Dear colleague,

The halving of the spin–orbit energy that you asked about is a low-velocity statement, and Pb$^{81+}$ shows where it starts to bend.

**The rotation.** Write an event as $X=ct+\mathbf x\cdot\boldsymbol\sigma$, transformed as $X\to AXA^\dagger$. An active boost of rapidity $\eta$ along $\mathbf n$ is $B=e^{\eta\,\mathbf n\cdot\boldsymbol\sigma/2}$ with $\gamma=\cosh\eta$, and an active rotation is $e^{-i\boldsymbol\theta\cdot\boldsymbol\sigma/2}$. Differentiation gives
$$B^{-1}dB=\tfrac12\left(\mathbf n\,d\eta+\sinh\eta\,d\mathbf n\right)\cdot\boldsymbol\sigma-\tfrac i2(\gamma-1)(\mathbf n\times d\mathbf n)\cdot\boldsymbol\sigma .$$
The Hermitian part is a boost in the rest frame, the other part a Wigner rotation. Axes carried from one rest frame to the next by the boost alone, as a torque-free spin is, lack that rotation. Relative to the frame boosted directly from the laboratory they turn by $-(\gamma-1)\,\mathbf n\times d\mathbf n$. With $\dot{\mathbf n}\times\mathbf n=\mathbf a\times\mathbf v/v^2$ and $\gamma-1=\gamma^2\beta^2/(\gamma+1)$, $\beta=v/c$,
$$\boldsymbol\omega_T=\frac{\gamma^2}{\gamma+1}\,\frac{\mathbf a\times\mathbf v}{c^2},$$
with $\mathbf a$, $\mathbf v$ and time taken in the laboratory.

**Dimensions.** Only $\mathbf a$, $\mathbf v$ and $c$ enter; mass, charge and $\hbar$ do not. Small velocity changes add, so the rate is linear in $\mathbf a$, and an axial vector of dimension 1/time must be $f(\gamma)\,\mathbf a\times\mathbf v/c^2$. Collinear acceleration gives nothing. On a circle of angular velocity $\omega$, $\omega_T=-(\gamma-1)\omega$: a retrograde angle $2\pi(\gamma-1)$ per turn, independent of the radius.

**Velocity.** For slow motion $\gamma-1=\tfrac12\beta^2\left(1+\tfrac34\beta^2+\dots\right)$. The exact value exceeds the leading one by the factor $2\gamma^2/(\gamma+1)$, which reaches 1.1 at $\beta=0.346$. For fast motion use $u=\gamma\beta=p/mc$: $\gamma-1=u-1+1/(2u)+\dots$, against $u^2/2-u^4/8+\dots$ at small $u$. The leading forms $u^2/2$ and $u$ cross at $u=2$, $\gamma=\sqrt5$.

**The $g$ factor.** On a circle in a radial field $q\mathbf E=\gamma m\mathbf a$. The rest frame sees $\mathbf B'=-\gamma\,\mathbf v\times\mathbf E/c^2$, and a moment $gq\mathbf S/2m$ precesses, in laboratory time, at $\boldsymbol\Omega_L=-gq\mathbf B'/(2m\gamma)=(g/2)\gamma\beta^2\boldsymbol\omega$, prograde. Adding the two rates,
$$\frac{\Omega}{\omega}=\frac{\gamma\beta^2}{2}\left(g-\frac{2\gamma}{\gamma+1}\right)=1-\frac1\gamma+a_e\gamma\beta^2,\qquad a_e=\frac{g-2}{2}.$$
As $\beta\to0$ the bracket is $g-1-\beta^2/4$. With $m\mathbf a=-V'(r)\,\hat{\mathbf r}$ and $H=\boldsymbol\Omega\cdot\mathbf S$, its leading term gives
$$H_{so}=\frac{g-1}{2m^2c^2}\,\frac{V'(r)}{r}\,\mathbf L\cdot\mathbf S .$$
As $\gamma\to\infty$ the bracket is $g-2+2/\gamma$, and for $g=2$ the spin turns with the momentum. The net precession reverses for $g<2\gamma/(\gamma+1)$. Take the one-loop free-electron value $a_e=\alpha/2\pi$, so $2a_e=0.00232$. The kinematic shift of the bracket, $(\gamma-1)/(\gamma+1)$, overtakes $2a_e$ at $\beta=0.096$. Far above, the spin angle relative to the momentum changes at $\Omega-\omega=(a_e\gamma\beta^2-1/\gamma)\,\omega$, which vanishes at $\gamma=\sqrt{1+1/a_e}=29.4$.

**The Bohr orbit.** Take a point nucleus of infinite mass. Force balance $\gamma mv^2/r=Z\alpha\hbar c/r^2$ and $\gamma mvr=n\hbar$ give, exactly in $\beta$,
$$\beta=\frac{Z\alpha}{n},\qquad r=\frac{n^2a_0}{\gamma Z},\qquad \hbar\omega=\frac{\gamma\beta^2mc^2}{n}.$$
For $g=2$, $\hbar\Omega=(\gamma-1)\beta^2mc^2/n=\dfrac{(Z\alpha)^4mc^2}{2n^5}\left(1+\tfrac34\beta^2+\dots\right)$. The angle per turn scales as $Z^2/n^2$, the energy as $Z^4/n^5$. At $n=2$ the crossover $\beta=0.096$ lies at $Z\approx26$. The fast regime is out of reach: even $n=1$ of lead has only $\gamma=1.248$, or $89.3^\circ$ per turn. For $Z=82$, $n=2$, $g=2$ and $mc^2=511.0$ keV the model gives:

| quantity | value |
|---|---|
| $\beta$, $\gamma$ | 0.2992, 1.0480 |
| $r$ | 2.463 pm |
| period $2\pi/\omega$ | 0.1725 as |
| Thomas angle per turn, retrograde | $17.28^\circ$ |
| same, order $\beta^2$ | $16.11^\circ$ |
| same, through $\beta^4$ | $17.19^\circ$ |
| $2\gamma/(\gamma+1)$ | 1.0234 |
| $\hbar\omega$ | 23.97 keV |
| $\hbar\Omega_L$ | 2.249 keV |
| $\hbar\lvert\omega_T\rvert$ | 1.151 keV |
| $\hbar\Omega$ | 1.098 keV |

The bracket is 0.9766 in place of 1, a shift 10 times $2a_e$. The anomaly would add $a_e\hbar\Omega_L=2.6$ eV. Classical radiation, which the quantised orbit ignores, would remove $\tfrac{4\pi}{3}\alpha\gamma^4\beta^2\hbar\omega=79$ eV per turn, 0.3 % of $\hbar\omega$.

**The quantum number.** The larger omissions are the spread of the radius and the size of the spin beside $L$. To leading order in $Z\alpha$, $H_{so}$ splits $j=l\pm\tfrac12$ by an amount proportional to $(l+\tfrac12)\langle r^{-3}\rangle$, where the orbit has $n/r^3$. For the Schrödinger state with $l=n-1$ and $r=n^2a_0/Z$,
$$r^3\langle r^{-3}\rangle=\frac{n^3}{l(l+\frac12)(l+1)},\qquad \frac{\Delta E}{\hbar\Omega}=\frac{n}{n-1}=1+\frac1n+\dots$$
The orbit picture becomes exact at large $n$, where $\beta$ is also small. At $n=2$ the two factors are $8/3$ and $3/4$, with product 2.

The point-Coulomb Dirac levels, with $x=Z\alpha=0.5984$, are $E(2p_{3/2})=mc^2\sqrt{1-x^2/4}$, which equals the orbit's total energy $mc^2/\gamma$, and $E(2p_{1/2})=mc^2\sqrt{(1+\sqrt{1-x^2})/2}$. Their difference is
$$\Delta E=\frac{x^4mc^2}{32}\left(1+\tfrac58x^2+\dots\right).$$
The leading term is 2.047 keV and the full difference 2.65 keV, larger by the factor 1.30, whereas the orbit's own relativistic factor is only 1.073. The orbit's series is controlled by $x/2$, while the $2p_{1/2}$ level depends on $\sqrt{1-x^2}$ and so on $x$ itself. The anomaly sets a further scale of about $2a_e\Delta E=6$ eV.

So 1.098 keV is the model's number, not the ion's. It lies 59 % below the Dirac interval, a factor 2.42, and the $2p$ interval of such an ion typically follows the Dirac value to about one per cent. A factor 2 of the shortfall is the small-$n$ failure of the orbit, and the remaining factor 1.21 is relativistic structure that a classical spin on a circle does not contain.